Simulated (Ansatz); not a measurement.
ScZn: pressure against volume per atom

All results are calculated (Ansatz 0.2.0). Periodic Kohn-Sham DFT of a crystal at fixed atoms; pressure and stress are positive in compression; the energy is the free energy less that of spherical unpolarised free atoms; site moments are those in the method's own spheres, positive along +z.

Cell of the first row (space group Pm-3m, No. 221):
```
ScZn
1.0
      3.2816     0.0000     0.0000
      0.0000     3.2816     0.0000
      0.0000     0.0000     3.2816
Sc Zn
1 1
Direct
  0.00000 0.00000 0.00000
  0.50000 0.50000 0.50000
```

Settings of every row: method frozen-core PAW; functional PBEsol; relativity scalar; k mesh 10x10x10; filling fermi-dirac; smearing width 0.03 eV; wave cutoff 420 eV; paw set soft_2.

Atom start moment: 0 on all atoms.

Limits: PAW files made with PBE.

| row | volume per atom (Å³) | pressure (GPa) |
| --- | --- | --- |
| 1 | 17.67 | 1.617 |
| 2 | 18.046 | -0.206 |
| 3 | 18.422 | -1.843 |
| 4 | 18.61 | -2.596 |
| 5 | 18.798 | -3.309 |
| 6 | 18.986 | -3.986 |
| 7 | 19.174 | ? |
| 8 | 19.55 | -5.805 |
| 9 | 19.926 | -6.861 |

Question: what pressure should row 7 give?

Worked fit of pressure. Take u = (V_r/V)^(2/3) − 1 with V_r = 18.704 Å³ an atom, which is twice the finite (Eulerian) strain; such expansions in the strain, on which the Birch-Murnaghan equation of state is built, carry the rest volume and the bulk modulus. The shown rows have u = 0.03864, 0.02416, 0.01018, 0.00336, -0.00334, -0.00993, -0.02906, -0.04131. Least squares give pressure = −2.9574 + 106.508 × u + 299.4 × u² + 209 × u³ GPa; a parabola predicts inner rows, each left out in turn, worse (root mean square 0.0032 against 0.00092 GPa). The rows lie off it by 0.000, 0.000, -0.001, 0.000, 0.001, 0.000, 0.000, 0.000. The pressure vanishes at u = 0.0259, or V = 18 Å³ an atom, and there the bulk modulus at fixed shape and fractions is B = −V dP/dV = (2/3)(1 + u) dP/du = 83.7 GPa. The withheld row has u = -0.01641, so the fit gives −2.9574 + 106.508 × (-0.01641) + 299.4 × (-0.01641)² + 209 × (-0.01641)³ = -4.625 GPa.

The calculation gave -4.625 GPa. The fit meets it to the printed digit.
